## Question

A substituted 4H-pyran, C₇H₁₀O, has two C=C bonds joined through an oxygen atom. A hybrid-functional calculation (PBE0, with a fraction $\alpha=1/4$ of exact exchange) gives these orbital energies $\varepsilon$:

- HOMO−1: −7.40 eV
- HOMO: −5.82 eV
- LUMO: 0.35 eV
- LUMO+1: 0.65 eV
- LUMO+2: 1.23 eV

The lowest excited singlet, state 1, is almost purely HOMO → LUMO and lies at 5.03 eV in a time-dependent calculation with the same functional.

The estimates asked for below are estimates of what that calculation gives, not of a measured spectrum. It is non-relativistic and treats a single conformer at a fixed geometry, without averaging over vibrations. States above 5.82 eV, the energy at which the HOMO electron could leave in this description, may also move when the basis set is changed.

(a) Find a rule with one parameter that turns orbital energies into excitation energies, and fix the parameter from state 1.

(b) Use it to estimate the singlet whose leading pair is HOMO−1 → LUMO+1.

(c) Explain why the correction should be nearly the same for different pairs of orbitals.

(d) The same calculation gives six more singlets whose leading pairs start from the HOMO. They lie at 5.37, 6.04, 6.29, 6.37, 6.78 and 7.05 eV, and the pairs end in LUMO+1 to LUMO+6, in that order. The three lowest triplets, calculated in the Tamm–Dancoff approximation, lie at 3.74, 4.45 and 5.26 eV. Their leading pairs are HOMO → LUMO, HOMO−1 → LUMO and HOMO → LUMO+1. Compare the rule with these states. What can be done when the energy of the upper orbital isn't known, and where does the rule stop working?

## Model answer

**(a)** The crudest estimate of an excitation energy $E$ is the orbital gap, $\varepsilon_a-\varepsilon_i$, for an electron that goes from orbital $i$ to orbital $a$. For state 1 the gap is $0.35+5.82=6.17$ eV, which is too high. Subtract a constant $\Delta$:

$$E \approx \varepsilon_a-\varepsilon_i-\Delta .$$

State 1 then fixes $\Delta = 6.17-5.03 = 1.14$ eV. Because it was used for this, state 1 can't also serve as a test.

**(b)** This singlet is state 7 in order of energy. Its gap is $0.65+7.40=8.05$ eV, so

$$E \approx 8.05-1.14 = 6.91\ \text{eV}.$$

The calculation gives 6.95 eV. The estimate is 0.04 eV too low, or 0.6 % of the calculated value, although both orbitals differ from those of state 1.

**(c)** The energy of an empty orbital in a Hartree–Fock calculation is that of an extra electron, which feels all the electrons of the neutral molecule. An excited electron has left a hole behind and is attracted by it. A semilocal functional has most of this attraction in its orbital energies already, since its filled and empty orbitals feel the same potential. A hybrid stands between the two, and the part still to be added is the fraction $\alpha$ of the attraction.

For a single pair of orbitals, with the coupling to de-excitations left out, the theory gives

$$E \approx \varepsilon_a-\varepsilon_i-\alpha J+2K+X .$$

Here $J$ is the Coulomb attraction between hole and electron, $K$ is the Coulomb repulsion of the overlap density $\phi_i\phi_a$ with itself, and $X$ is what the semilocal part of the functional adds. Comparison with the rule gives $\Delta = \alpha J-2K-X$. If the two orbitals overlap little, $K$ and $X$ are small and $\Delta\approx \alpha J$.

The size is then easy to guess. Two unit charges a few ångström apart attract each other by several electronvolts, and a quarter of that is of the order of 1 eV. The near constancy follows too. $J$ falls roughly as one over the distance between hole and electron, so a change of 10 % in that distance changes $\Delta$ by only about 0.1 eV. Nothing in this argument ties $\Delta$ to the size of the gap, which is why a constant is subtracted and the gap isn't multiplied by a factor.

**(d)** The eight lowest singlets, including the one in (b), are listed here with the weights of their leading pairs and their oscillator strengths:

Vertical singlet excitations of C7H10O (SMILES CC1=C(C)OC=CC1) in the gas phase, each with its leading orbital pair, calculated by TDDFT at the PBE0/def2-SVPD level in PySCF 2.14.0 with density fitting. Core orbitals are frozen in the response, and the geometry comes from GFN2-xTB.

```
state    from      to  energy (eV)      f  weight of the pair
    1    HOMO    LUMO         5.03  0.026                0.99
    2    HOMO  LUMO+1         5.37  0.000                0.97
    3    HOMO  LUMO+2         6.04  0.006                0.95
    4    HOMO  LUMO+3         6.29  0.009                0.97
    5    HOMO  LUMO+4         6.37  0.032                0.67
    6    HOMO  LUMO+5         6.78  0.002                0.78
    7  HOMO-1  LUMO+1         6.95  0.001                0.53
    8    HOMO  LUMO+6         7.05  0.015                0.54
```

The columns "from" and "to" name the leading pair of orbitals, "weight of the pair" is its share of the excitation, and f is the oscillator strength, which measures how strongly the state absorbs light.

The orbital energies given in the question cover states 1, 2, 3 and 7. The values of $\Delta$ that these four require run from 1.01 to 1.14 eV, with a mean of 1.09 eV. A convenient working rule is therefore

$$E \approx \varepsilon_a-\varepsilon_i-1.1\ \text{eV}.$$

It reproduces the four energies with a root-mean-square error of 0.05 eV. All four went into the mean, so this describes the quality of a fit. When each state is predicted from the mean of the other three, the error rises to 0.06 eV.

The worst case is state 3, HOMO → LUMO+2. Its gap is $1.23+5.82=7.05$ eV, the rule gives 5.95 eV, and the calculation gives 6.04 eV. Measured against the calculated value, the estimate is low by 0.09 eV, or 1.4 %.

For states 4, 5, 6 and 8 the energy of the upper orbital isn't among the data. A coarser rule serves for them. Write the upper orbital as LUMO+$k$, with $k=0$ for the LUMO itself. A least-squares line through the seven states that start from the HOMO is

$$E \approx 5.15+0.33\,k\ \text{eV},$$

with a root-mean-square error of 0.13 eV and a largest miss of 0.24 eV, again at state 3. State 7 wasn't in this fit. Its hole lies deeper than the HOMO by $7.40-5.82=1.58$ eV, and adding this gives $5.15+0.33+1.58=7.06$ eV, about 0.1 eV too high.

The line is only a summary of how the empty orbitals of this molecule happen to be spaced in this basis. It can't show that states 4 and 5 lie just 0.08 eV apart, and its two constants shouldn't be carried to another molecule.

The first rule fails for the two lowest triplets. The lowest triplet lies at 3.74 eV in further output of the same calculation, obtained in the Tamm–Dancoff approximation. It is mainly HOMO → LUMO and lies 2.43 eV below the gap of that pair, more than twice the usual $\Delta$. The second, at 4.45 eV, is mainly HOMO−1 → LUMO, whose gap is 7.74 eV. It would need a shift of about 3.3 eV, three times the usual one. The third, at 5.26 eV, is mainly HOMO → LUMO+1, like state 2, and lies only 0.11 eV below it, as would be expected for a pair with small $K$. Here the rule is still right to about 0.1 eV.

The pair HOMO−1 → LUMO is a problem among the singlets too. The rule would put its singlet at 6.64 eV, below state 7, yet none of the eight singlets has this leading pair. Neither rule says anything about f.

## Remarks on the reasoning

**A shift or a factor?** An answer to (a) that multiplies the gap by a constant is just as simple, and state 1 alone can't decide between the two. The four states can. The best single factor, found by least squares, is 0.845, and it leaves a root-mean-square error of 0.13 eV, nearly three times that of the shift. The reason is visible in the worked rows. From state 1 to state 7 the gap grows by 30 %, while the required correction goes from 1.14 to 1.10 eV. A factor would make the correction grow along with the gap. Allowing both a factor and a shift lowers the error by less than 0.01 eV, which doesn't justify a second parameter.

**Moving the hole.** States 2 and 7 share the upper orbital LUMO+1 and differ in the hole. Their energies differ by $6.95-5.37=1.58$ eV, which is also the distance between HOMO−1 and HOMO. This is a single pair of states, and it says no more than that the two need the same shift. It can't be carried over to a related molecule without further data, because a change of substituent moves the upper orbitals as well as the one that loses the electron.

**An agreement that is better than the argument.** With the 1.1 eV shift, state 7 comes out right to within the rounding of the table. Yet its leading pair has a weight of only 0.53, so nearly half of the excitation belongs to other pairs, which the derivation in (c) ignores. Mixing of this kind normally shifts a state. A good candidate would call the exact match partly luck and would quote the accuracy from all four states.

**State 1 may fit for a different reason.** The direction of the transition dipole, again from further output, helps to tell the states apart. A flat ring should be hardest to polarise across its plane, so the least polarisable axis can be taken as the normal to the ring. The dipoles of states 1 and 5 lie in the plane, and these two have the largest f in the table, 0.026 and 0.032. Those of the other six point mainly along the normal, though for state 2 the dipole is so small that its direction means little.

The HOMO and HOMO−1 of such a molecule are expected to be π orbitals, which change sign on reflection in the ring plane. An in-plane dipole then calls for an upper orbital of π type, and a dipole along the normal for one of σ type. Symmetry alone doesn't tell a compact π-type orbital from a diffuse one, but on the simplest reading state 1 is a π → π\* excitation, while states 3 and 7 lead to σ-type orbitals.

For a π → π\* pair the two orbitals occupy the same atoms, and $K$ need not be small. The low triplet points the same way, because the term $2K$ raises singlets and is absent for triplets. The lowest triplet is also mainly HOMO → LUMO but needs a shift of 2.43 eV, so the 1.14 eV of state 1 is what remains after larger terms have partly cancelled. The simple picture $\Delta\approx \alpha J$ would then suit state 3, which is nearly a single pair, better than the state that was used for calibration.

It follows that the rule shouldn't be trusted for a strongly absorbing π → π\* state. There $2K$ can be large, and the energy may lie much closer to the bare gap or even above it. With f no larger than 0.032, none of the states listed here tests this directly. The missing singlet HOMO−1 → LUMO may be a case of it, pushed above 7.05 eV by a large $K$, though it could also be spread over several states. The four states that support the rule therefore don't show that it holds for every pair.

**Why state 3 lies too high for the rule.** It needs the smallest shift of the four, 1.01 eV. A more spread-out upper orbital, with its electron farther from the hole, would have this effect. That is a plausible guess, and the orbital sizes needed to check it aren't given.

**What the constant belongs to.** The value of 1.1 eV goes with this functional and with a molecule of about this size. More exact exchange widens the orbital gap and increases $\Delta$ as well, so orbital energies from one functional must not be combined with a shift from another. A larger molecule in which hole and electron sit farther apart should need a smaller shift. The empty orbitals deserve some caution too. All those listed have positive energies, so an electron in them isn't bound, and their positions and order depend partly on the diffuse functions of the basis. States 3 to 8 themselves lie above 5.82 eV, where the method would give a continuous spectrum in a complete basis. More diffuse functions should therefore move most of these states and add others between them. PBE0 also tends to place excitations into very diffuse orbitals too low, and a rule fitted to its results inherits that error. The label LUMO+2 may mean a different orbital in another basis, and the orbital energies should therefore come from the same calculation as the shift.
